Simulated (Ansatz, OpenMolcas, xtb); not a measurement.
## GeSiNH7 (SMILES [SiH3][NH][GeH3]): methods side by side

GeSiNH7: 10 atoms, total charge 0, spin state singlet. As SMILES, `[SiH3][NH][GeH3]`. The coordinates come from a PBE0-D4/def2-TZVP relaxation.

| atom | x (Å) | y (Å) | z (Å) |
| --- | --- | --- | --- |
| Si | -1.1468 | 0.5222 | -0.9456 |
| N | 0.4614 | 0.3191 | -0.3757 |
| Ge | 1.0201 | -0.6758 | 1.0662 |
| H | -1.9237 | -0.6685 | -0.5129 |
| H | -1.1602 | 0.6272 | -2.4305 |
| H | -1.8355 | 1.7358 | -0.4161 |
| H | 1.1591 | 0.9529 | -0.7365 |
| H | -0.0189 | -1.7874 | 1.2624 |
| H | 1.1199 | 0.1804 | 2.3456 |
| H | 2.4078 | -1.2572 | 0.7459 |

Quantity: the vertical energy of the triplet above the singlet, in eV. The values are calculated.

```
             level                    kind     program  value (eV)  CPU time (all runs)
          GFN0-xTB          semi-empirical         xtb        5.89            under 2 s
       HF/def2-SVP            Hartree–Fock  OpenMolcas        5.84                 38 s
    SVWN5/def2-SVP                     LDA      Ansatz        5.19                 14 s
     BLYP/def2-SVP                     GGA      Ansatz        5.30                 25 s
   r2SCAN/def2-SVP                meta-GGA      Ansatz        5.44                 49 s
   M06-2X/def2-SVP         hybrid meta-GGA  OpenMolcas        5.98              3.8 min
     PBE0/def2-SVP           global hybrid  OpenMolcas        5.59              2.6 min
CAM-B3LYP/def2-SVP  range-separated hybrid      Ansatz        5.87                 38 s
      MP2/def2-SVP     perturbation theory      Ansatz        6.33                 13 s
     CCSD/def2-SVP   coupled cluster or CI      Ansatz        6.09              2.1 min
```

All-electron rows without a relativistic Hamiltonian named are non-relativistic. The values span 5.19 to 6.33 eV. The xTB rows lack spin polarisation, so open shells miss the exchange term that lowers them. A triplet this far above the singlet is often a Rydberg-like or dissociative state; sets without diffuse functions put Rydberg states too high. In the correlated wave-function rows the outer d shell of Ge is correlated, in sets not made for it. CPU times are rough (shared hosts, several kinds of processor): they show what a rung costs within a factor of a few.

Every method places the triplet far above the closed-shell singlet, as expected for a saturated silyl germyl amine with no low-lying π* orbital. The coordinates show a nearly planar nitrogen, so its lone pair is essentially a p orbital that can delocalise into σ* orbitals on the silyl and germyl groups. Excitation probably promotes an electron from this lone pair into a σ* or diffuse orbital, which costs much more than a π→π* triplet in an unsaturated analogue.

Among the density functionals, the three without exact exchange give the lowest gaps, and the hybrids lie higher. Exact exchange alone does not order the whole table, however: Hartree–Fock, at 5.84 eV, falls below M06-2X, CAM-B3LYP and both correlated wave-function methods, probably because it omits the opposite-spin correlation that favours the paired singlet. MP2 lies above CCSD, so the size of that correction is not settled at second order. The vertical gap does not show how far the triplet would drop on relaxation, or which bond would weaken first.
